# Estimating the diamagnetism of hydrogen chloride

A magnet weakly repels hydrogen chloride, HCl, as it does most substances whose electrons are all paired. The molar susceptibility $\chi$ states how strongly one mole responds to the field, and a negative sign means repulsion. The magnetisability is the same response for a single molecule. The problem is to find $\chi$ with pencil and paper, to test the result against electronic-structure calculations, and to see how far the method reaches.

## (a) Estimate $\chi$ from the size of the electron shells

**Solution.** A magnetic field makes an electron cloud rotate slowly as a whole. The rotating charge is a tiny current loop whose magnetic moment opposes the field. The rate of rotation is the same for every electron, so the moment depends only on the area of the loop, which grows as the square of the electron's distance from the centre. For a spherical cloud this gives Langevin's formula,

$$\chi=-0.792\sum_i\langle r_i^2\rangle ,$$

where $\langle r_i^2\rangle$ is the mean square radius of electron $i$ in bohr² and $\chi$ comes out in $10^{-6}$ cm³/mol.

The formula needs a picture of the cloud. HCl has 18 electrons, and chlorine holds the bonding pair more strongly than hydrogen does. The simplest picture is therefore a chloride-like ion, with eight outer electrons around the chlorine nucleus and the proton sitting outside most of them. This is a way to find the size of the shell, not a claim that HCl consists of ions; the real cloud is drawn out towards the proton.

Slater's rules give the charge $Z$ that one outer electron feels. From the nuclear charge of 17, subtract 0.35 for each of the seven other outer electrons, 0.85 for each of the eight in the shell below, and 1 for each of the two innermost:

$$Z=17-7(0.35)-8(0.85)-2=5.75 .$$

For a Slater orbital with quantum number $n$,

$$\langle r^2\rangle=\frac{n^2(n+1)(2n+1)}{2Z^2},$$

which for the third shell is $126/Z^2=126/5.75^2=3.81$ bohr². Eight such electrons contribute 30.5 bohr². The ten inner electrons, treated in the same way, add only about 1.5. The estimate is

$$\chi=-0.792\,(30.5+1.5)\approx-25.3 .$$

Nearly all of the diamagnetism comes from the outer shell, because distance enters squared.

In which direction should this estimate err? Suppose the proton were pushed into the chlorine nucleus. The molecule would become an argon atom, the outer electrons would feel one more unit of charge, and the same rule would give only −18.5. In HCl the proton stands 2.4 bohr from the chlorine nucleus, while the shell has a root-mean-square radius of 1.95 bohr. On average over directions, the proton pulls inwards only on the part of the cloud that lies beyond it. If Slater's rules give the chloride-like shell its right size, the result for HCl should therefore be somewhat smaller in size than the estimate, but well above that of argon.

## (b) Compare the estimate with B3LYP/pcSseg-3 and B3LYP/def2-SVP, then with the whole table

Isotropic magnetisability and molar susceptibility of gas-phase HCl, from non-relativistic GIAO Kohn-Sham DFT with density fitting in PySCF 2.14.0. Each level is given as functional/basis set, and all use the same PBE0-D3(BJ)/def2-SVP geometry. The anisotropy is the square root of half the summed squared differences of the principal values.

```tsv
level	magnetisability (1e-30 J/T^2)	magnetisability anisotropy (1e-30 J/T^2)	susceptibility (1e-6 cm^3/mol)
B3LYP/6-311G(d,p)	-415.7	5.700	-25.030
BLYP/aug-pcSseg-2	-414.3	3.200	-24.950
B3LYP/Sadlej pVTZ	-413.8	1.400	-24.920
PW91/aug-pcSseg-2	-412.6	1.600	-24.850
B3LYP/pcSseg-3	-411.4	3.200	-24.770
OLYP/aug-pcSseg-2	-411.1	2.400	-24.760
HSE06/aug-pcSseg-2	-410.8	1.100	-24.740
PBE0/aug-pcSseg-2	-410.8	1.000	-24.740
B3LYP/pcseg-1	-410.6	4.800	-24.730
KT2/aug-pcSseg-2	-410.5	1.600	-24.720
HCTH407/aug-pcSseg-2	-409.0	1.900	-24.630
wB97X-D/aug-pcSseg-2	-408.9	1.500	-24.630
B3LYP/3-21G	-408.1	0.700	-24.580
B3LYP/cc-pVDZ	-400.4	1.100	-24.110
B3LYP/pcSseg-0	-398.2	1.600	-23.980
B3LYP/IGLO-III	-397.5	2.600	-23.940
B3LYP/IGLO-II	-397.0	3.100	-23.910
B3LYP/def2-SVP	-392.1	0.100	-23.610
```

**Solution.** With the large pcSseg-3 basis set the calculation gives −24.77, so the estimate is too large in size by 2%. With the small def2-SVP set it gives −23.61, and the excess is 7%. Slater's constants were fixed beforehand, so neither row helped to set them. The rule gives one answer for the molecule and cannot distinguish the two calculations, but it can show what their disagreement means.

Read backwards, the formula turns each susceptibility into a radius for the outer shell: 1.93 bohr for pcSseg-3 and 1.88 bohr for def2-SVP. A shell smaller by 2.5% is enough to lower the diamagnetism by about 5%. The calculations support this reading independently of Slater's rules. For a field along the bond, the susceptibility measures directly how far the electrons extend from the axis, and it weakens from −24.90 to −23.62. The outermost functions of def2-SVP may be too compact to describe the tail of the cloud, although no calculation here isolates that cause.

Over all rows the estimate is too large in size by 3% on average, and by 7% at worst. This is agreement with calculations on a motionless molecule, not with a measurement. The printout below compares the rule with every row.

The chloride-like picture matters to this result. If neutral chlorine and hydrogen atoms are treated by the same rules and added, the sum is −22.3, which misses by 9% on average. It comes closer than the octet only for def2-SVP, the row with the most contracted cloud. In Slater's rules an eighth outer electron makes the chlorine shell fuller and larger, and a sum of separate atoms leaves that out. The comparison tests the two pictures with Slater's radii, not with the true sizes of free atoms.

The 2% agreement should still not be taken as the precision of the method. Changing the screening constant from 0.35 to 0.36 shifts the estimate by 0.6, slightly more than its distance from the pcSseg-3 value. Slater's constants are not known that well. For the same reason, the fact that every row lies below the estimate in size agrees with the inward pull of the proton but is weak evidence for it.

The rule is also too coarse to choose a functional. The eight functionals that share the aug-pcSseg-2 basis set differ by only 0.32, or about 1%. The ten basis sets used with B3LYP spread over 1.42. For this property, then, the choice among these basis sets matters more than the choice among these functionals.

## (c) HCl is not a sphere. Why does a formula for spheres work, and where does it stop working?

**Solution.** Take first a field along the bond. The cloud is symmetric about this axis, so it can rotate freely and the loop picture holds exactly. Only the extent of the cloud sideways from the axis counts, and the chlorine shell dominates that.

Now turn the field across the bond. The cloud is longer in this view because some electrons lie out towards hydrogen, and a rigid rotation would carry them round a wide loop. If nothing hindered it, the susceptibility in the pcSseg-3 calculation would be −28.40, with the centre of mass as the origin. But the two nuclei stand still and hold the elongated cloud in place, so it cannot follow the rotation completely. The correction for this hindrance is called the paramagnetic term. It amounts to +3.69 and brings the total back to −24.71.

That is almost the value along the bond, −24.90. The elongation adds diamagnetism and the hindrance removes nearly the same amount, so HCl responds almost like a round atom. The same balance appears in every row: the average over all directions differs from the value along the bond by at most 0.23, about 1%. The column headed magnetisability anisotropy, which for this linear molecule is the size of the difference between the two directions, is correspondingly small.

This balance is a computed property of HCl and not a general law. It is most to be expected where one compact, closed shell dominates the cloud and electrons have little chance to circulate elsewhere. An aromatic ring breaks the condition, since its electrons can run round a loop much wider than any atom. Unpaired electrons break it more severely, because their spins tend to line up with the field, and the attraction this causes usually outweighs the diamagnetism.

Even for a perfect sphere the rule is only as good as its radii. For argon it gives −18.5, against a rough recalled measured value of −19. For neon it gives −5.6, against roughly −7, which is a miss of about 20%. The shape is ideal in both atoms, so the failure for neon must come from the size that Slater's rules assign to its outer shell. Both atoms come out too small, argon only slightly. If the chloride-like shell does too, this error and the neglected pull of the proton partly cancel in HCl, and some of the 2% agreement is luck.

For HCl, then, assign the shared pair to chlorine, work out $Z$ for its full octet, and multiply the summed square radii by −0.792. No other molecule was tested here. The neon miss of about 20% is a warning and not an upper limit. For hydrogen sulfide, H₂S, the same steps give $Z=4.75$ and a susceptibility of about −37, nearly half as much again as for HCl. That is probably far too large, because the rule now neglects the inward pull of two protons on a looser shell. Leave any difference of a few per cent or less, such as that between two functionals, to the full calculation.

The analysis program printed:

```
Langevin factor (1e-6 cm^3/mol per bohr^2): 0.792
effective charge for the octet (e): 5.75
mean square radius of one octet electron (bohr^2): 3.811
summed mean square radius of the ten core electrons (bohr^2): 1.475
rms radius of the octet by Slater's rules (bohr): 1.952
octet estimate of susceptibility (1e-6 cm^3/mol): -25.31
octet estimate of magnetisability (1e-30 J/T^2): -420.4
neutral-atom estimate (1e-6 cm^3/mol): -22.32
Pascal estimate from rough recalled constants (1e-6 cm^3/mol): -22.9
mean size of octet miss over all rows (%): 3.213
mean size of neutral-atom miss over all rows (%): 9.008
mean size of Pascal miss over all rows (%): 6.631
rows where octet beats neutral atoms (count): 17
spread over B3LYP basis sets (1e-6 cm^3/mol): 1.42
spread over functionals in one basis (1e-6 cm^3/mol): 0.32
change of octet estimate if screening 0.35 becomes 0.36 (1e-6 cm^3/mol): -0.5988
argon by the same rule, rough recalled value -19 (1e-6 cm^3/mol): -18.53
neon by the same rule, rough recalled value -7 (1e-6 cm^3/mol): -5.605
largest gap between isotropic and axial value (1e-6 cm^3/mol): 0.232
Misses and model radius:
                   row  octet miss %  atoms miss %  valence rms radius bohr
     B3LYP/6-311G(d,p)         1.136        -10.84                    1.941
     BLYP/aug-pcSseg-2          1.46        -10.55                    1.937
     B3LYP/Sadlej pVTZ         1.582        -10.44                    1.936
     PW91/aug-pcSseg-2         1.869        -10.19                    1.933
        B3LYP/pcSseg-3         2.198        -9.903                     1.93
     OLYP/aug-pcSseg-2         2.239        -9.866                     1.93
    HSE06/aug-pcSseg-2         2.322        -9.793                    1.929
     PBE0/aug-pcSseg-2         2.322        -9.793                    1.929
         B3LYP/pcseg-1         2.363        -9.757                    1.928
      KT2/aug-pcSseg-2         2.404         -9.72                    1.928
  HCTH407/aug-pcSseg-2         2.779        -9.391                    1.924
  wB97X-D/aug-pcSseg-2         2.779        -9.391                    1.924
           B3LYP/3-21G         2.988        -9.206                    1.922
         B3LYP/cc-pVDZ         4.995        -7.436                    1.903
        B3LYP/pcSseg-0         5.564        -6.934                    1.897
        B3LYP/IGLO-III         5.741        -6.779                    1.896
         B3LYP/IGLO-II         5.874        -6.662                    1.895
        B3LYP/def2-SVP         7.219        -5.476                    1.882
```
